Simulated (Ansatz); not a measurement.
## TiN: pressure as volume per atom varies

Results calculated with Ansatz 0.2.0, not measured. Periodic Kohn-Sham DFT of a crystal at fixed atoms; pressure and stress are positive in compression; the energy is the free energy less that of spherical unpolarised free atoms; site moments are those in the method's own spheres, positive along +z.

Cell of the first row (space group Fm-3m, No. 225):
```
cell vectors (Å)
   0.0000     2.0787     2.0787
   2.0787     0.0000     2.0787
   2.0787     2.0787     0.0000
atoms (fractions of the cell vectors)
Ti  0.00000  0.00000  0.00000
N   0.50000  0.50000  0.50000
```

Settings of every row: method frozen-core PAW; functional PBE; relativity scalar; k mesh 13x13x13; filling fermi-dirac; smearing width 0.05 eV; wave cutoff 420 eV; paw set soft_2.

Atom start moment: 0 on all atoms.

```
row  volume per atom (Å³)  pressure (GPa)
  1                 8.982          20.244
  2                 8.987          20.053
  3                 9.173          12.978
  4                 9.364               ?
  5                  9.46           3.418
  6                 9.555           0.553
  7                 9.651          -2.167
  8                 9.746          -4.746
  9                 9.937          -9.519
 10                10.128         -13.816
```

Question: what pressure should row 4 give?

Worked fit of pressure. Take u = (V_r/V)^(2/3) − 1 with V_r = 9.555 Å³ an atom, which is twice the finite (Eulerian) strain; such expansions in the strain, on which the Birch-Murnaghan equation of state is built, carry the rest volume and the bulk modulus. The shown rows have u = 0.04209, 0.0417, 0.02757, 0.00668, 0, -0.00664, -0.01311, -0.0258, -0.03808. Least squares give pressure = 0.5602 + 418.995 × u + 1121.8 × u² + 877 × u³ GPa; a parabola predicts inner rows, each left out in turn, worse (root mean square 0.017 against 0.0095 GPa). The rows lie off it by -0.004, 0.006, -0.005, 0.009, -0.007, 0.006, -0.004, -0.001, 0.001 (root mean square 0.0054 GPa). The pressure vanishes at u = -0.0013, or V = 9.574 Å³ an atom, and there the bulk modulus at fixed shape and fractions is B = −V dP/dV = (2/3)(1 + u) dP/du = 277 GPa. The withheld row has u = 0.01355, so the fit gives 0.5602 + 418.995 × (0.01355) + 1121.8 × (0.01355)² + 877 × (0.01355)³ = 6.446 GPa.

The calculation gave 6.438 GPa. The fit lies 0.008 GPa (0.023 % of the column's range) above it; its largest miss of a shown row is 0.009 GPa.
